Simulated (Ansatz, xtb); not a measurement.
Relative energy of two isomers of C2H5BrSi

We compare a, `[SiH3]/C=C\Br`, a singlet, with b, `[SiH3]/C=C/Br`, a singlet. Both are isolated molecules in the gas phase, relaxed with B3LYP-D3(BJ)/def2-SVP.

Q: Which of the two would you expect CCSD(T)/def2-SVP + ΔMP2/def2-TZVPP electronic energies to favour?

A: Too close to call at this level: CCSD(T)/def2-SVP + ΔMP2/def2-TZVPP gives E(b) − E(a) = −3.33 kJ/mol.

The same difference at several levels:

```json
{"level": "GFN2-xTB", "geometry": "GFN2-xTB", "E(b) − E(a) (kJ/mol)": "−0.76", "departure from the last row (kJ/mol)": "+2.57", "job, with rough time for the two": "optimisation, 0.18 s"}
{"level": "HF/STO-3G", "geometry": "GFN2-xTB", "E(b) − E(a) (kJ/mol)": "−5.92", "departure from the last row (kJ/mol)": "−2.59", "job, with rough time for the two": "single point, 0.55 s"}
{"level": "r2SCAN-D4/def2-SVP", "geometry": "GFN2-xTB", "E(b) − E(a) (kJ/mol)": "−1.42", "departure from the last row (kJ/mol)": "+1.91", "job, with rough time for the two": "single point, 4 s"}
{"level": "B3LYP-D3(BJ)/def2-SVP", "geometry": "B3LYP-D3(BJ)/def2-SVP", "E(b) − E(a) (kJ/mol)": "−1.59", "departure from the last row (kJ/mol)": "+1.74", "job, with rough time for the two": "optimisation, 36 s"}
{"level": "HF/def2-SVP", "geometry": "B3LYP-D3(BJ)/def2-SVP", "E(b) − E(a) (kJ/mol)": "−5.37", "departure from the last row (kJ/mol)": "−2.04", "job, with rough time for the two": "part of the CCSD(T) run"}
{"level": "MP2/def2-SVP", "geometry": "B3LYP-D3(BJ)/def2-SVP", "E(b) − E(a) (kJ/mol)": "−2.53", "departure from the last row (kJ/mol)": "+0.80", "job, with rough time for the two": "part of the CCSD(T) run"}
{"level": "CCSD(T)/def2-SVP", "geometry": "B3LYP-D3(BJ)/def2-SVP", "E(b) − E(a) (kJ/mol)": "−2.26", "departure from the last row (kJ/mol)": "+1.07", "job, with rough time for the two": "single point"}
{"level": "CCSD(T)/def2-SVP + ΔMP2/def2-TZVPP", "geometry": "B3LYP-D3(BJ)/def2-SVP", "E(b) − E(a) (kJ/mol)": "−3.33", "departure from the last row (kJ/mol)": "", "job, with rough time for the two": "single point, 26 s"}
```

As drawn, both hold the same kinds of bond in the same numbers.

The largest departure from CCSD(T)/def2-SVP + ΔMP2/def2-TZVPP is that of HF/STO-3G, 2.59 kJ/mol. The last row adds to CCSD(T) the change of the MP2 difference between the two basis sets, here −1.07 kJ/mol.

With harmonic frequencies from B3LYP-D3(BJ)/def2-SVP (ideal gas, rigid rotor, one conformer each, 298.15 K, 1 atm): the zero-point term adds −0.19 kJ/mol; ΔH is −3.03 and ΔG −3.16 kJ/mol.

The correlated steps freeze 16 core orbitals; the filled d shell of Br is correlated, in a basis made for valence electrons. Run with Ansatz 0.2.0, xtb 6.7.1; the last row on 2 threads of Intel(R) Xeon(R) Processor @ 2.70GHz on a shared host.

The isomers differ only in the arrangement about the C=C bond: a is the cis (Z) form and b the trans (E) form. Every level puts the trans form lower, but only slightly. The direction fits the relief of crowding between silyl and bromine when they sit on opposite sides of the double bond. The long C–Si and C–Br bonds keep that crowding mild even in the cis form, and attraction between the polarisable bromine and the silyl group probably offsets part of it.

In the same basis, the trans preference falls from 5.37 kJ/mol with Hartree–Fock to 2.26 kJ/mol with CCSD(T), so electron correlation favours the cis form, perhaps through dispersion between the two substituents. Vibrational and thermal terms barely alter the balance, and a free-energy difference this small would leave appreciable amounts of both isomers at equilibrium. Whether they would reach that equilibrium is a separate matter, since interconversion requires breaking the π bond and no barrier was computed.
